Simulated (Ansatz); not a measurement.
Si: a film clamped to a substrate

Computed with DFT r2SCAN, scalar-relativistic, plane waves, PAW (Ansatz 0.2.0). Settings: plane waves to 500 eV, k-mesh 12×12×6 (Γ-centred), Gaussian smearing 0.05 eV. No spin polarisation. Energies are free energies at this smearing, counted from the undisturbed cell; pressure is positive in compression.

The undisturbed cell (as given, not relaxed at this level; it stands at 0.2 GPa; this form isn't the usual structure):

```
Si
1.0
     3.83132    0.00000    0.00000
    -1.91566    3.31802    0.00000
     0.00000    0.00000    6.33262
Si
4
Direct
  0.33333 0.66667 0.06301
  0.66667 0.33333 0.56301
  0.33333 0.66667 0.43699
  0.66667 0.33333 0.93699
```

The cell (4 atoms, V0 = 80.50 Å³) is strained by p along both x and y and by q along z, fractional coordinates fixed. τp = (1/V0) ∂E/∂p = (σxx + σyy)(1 + p)(1 + q) and τq = (1/V0) ∂E/∂q = σzz(1 + p)², with tension positive.

```csv
p,q,ΔE (meV/atom),τp (GPa),τq (GPa)
0.000,0.000,0.00,-0.20,-0.35
-0.040,0.000,61.97,-25.83,-2.36
0.040,0.000,47.80,18.14,0.85
0.000,-0.040,30.91,-1.79,-12.66
0.000,0.040,21.26,1.32,8.30
```

Get the second derivatives of the energy density.

Central differences give A = ∂τp/∂p = 550 GPa (C11 + C22 + 2 C12), C = ∂τq/∂q = 262 GPa (C33) and the cross term B = ∂τq/∂p = 40 GPa (C13 + C23); ∂τp/∂q = 39 GPa must equal B, and any difference shows higher-order terms. Steps this large leave an error of some per cent of A or C in all of these, which can swamp a small B. The ions are clamped.

A film of this crystal grows with z along the normal on a substrate that imposes p. How does its thickness respond, and what does the misfit cost?

Count p and q from the stress-free cell. A free surface needs τq = 0, so q = −(B/C) p = -0.15 p. The energy density left is (A − B²/C) p²/2 = M p², with the biaxial modulus M = 272 GPa; a misfit of 1 % costs 3.41 meV/atom, against 3.45 meV/atom if the thickness were held.

At p = 0.080 the energies along q are 286.7 (q = -0.080), 193.7 (q = -0.040), 172.7 (q = 0.000), 202.6 (q = 0.040), 267.6 (q = 0.080) meV/atom.

Does the linear rule hold at this misfit?

A parabola through the lowest point and its neighbours has its minimum at q = -0.003, 172.5 meV/atom. With the stress left in the starting cell, τp0 and τq0, linear elasticity gives q = −(τq0 + Bp)/C = -0.011 and E = V0(τp0 p + τq0 q + Ap²/2 + Bpq + Cq²/2)/N = 217.0 meV/atom. The energies differ by more than a tenth, so the quadratic law fails here: the gap holds the anharmonic part, with some error from the wide steps. Cubic terms also shift the vertex of so wide a parabola.

Forces appear on the atoms along this scan, and letting them relax would lower the energy and soften the response. The gap closes along the scan, which can put kinks into the curve.

The cell is hexagonal-diamond silicon, a tetrahedral sp³ network with one bond of each atom along z and three in a puckered layer. Its weak coupling between in-plane and normal strain means that freeing the thickness barely lowers the misfit cost, from 3.45 to 3.41 meV/atom at 1 %. Much of this weakness probably comes from the clamped ions: fixed fractional coordinates make an in-plane strain stretch bonds that would otherwise partly rotate, with the puckered layers flattening. Internal relaxation should therefore not only soften the film but also make it thin more under tension than the ratio of -0.15 implies, so that value is a poor guide to a real film's Poisson response.

Around the starting cell, compression costs more than equal tension along either direction, as expected when short-range repulsion steepens while stretched covalent bonds weaken. The same anharmonicity explains why the linear law overestimates the energy at large tensile misfit, 217.0 against 172.5 meV/atom. That excess can't be carried over to compressive misfit, where the cubic term in p changes sign.
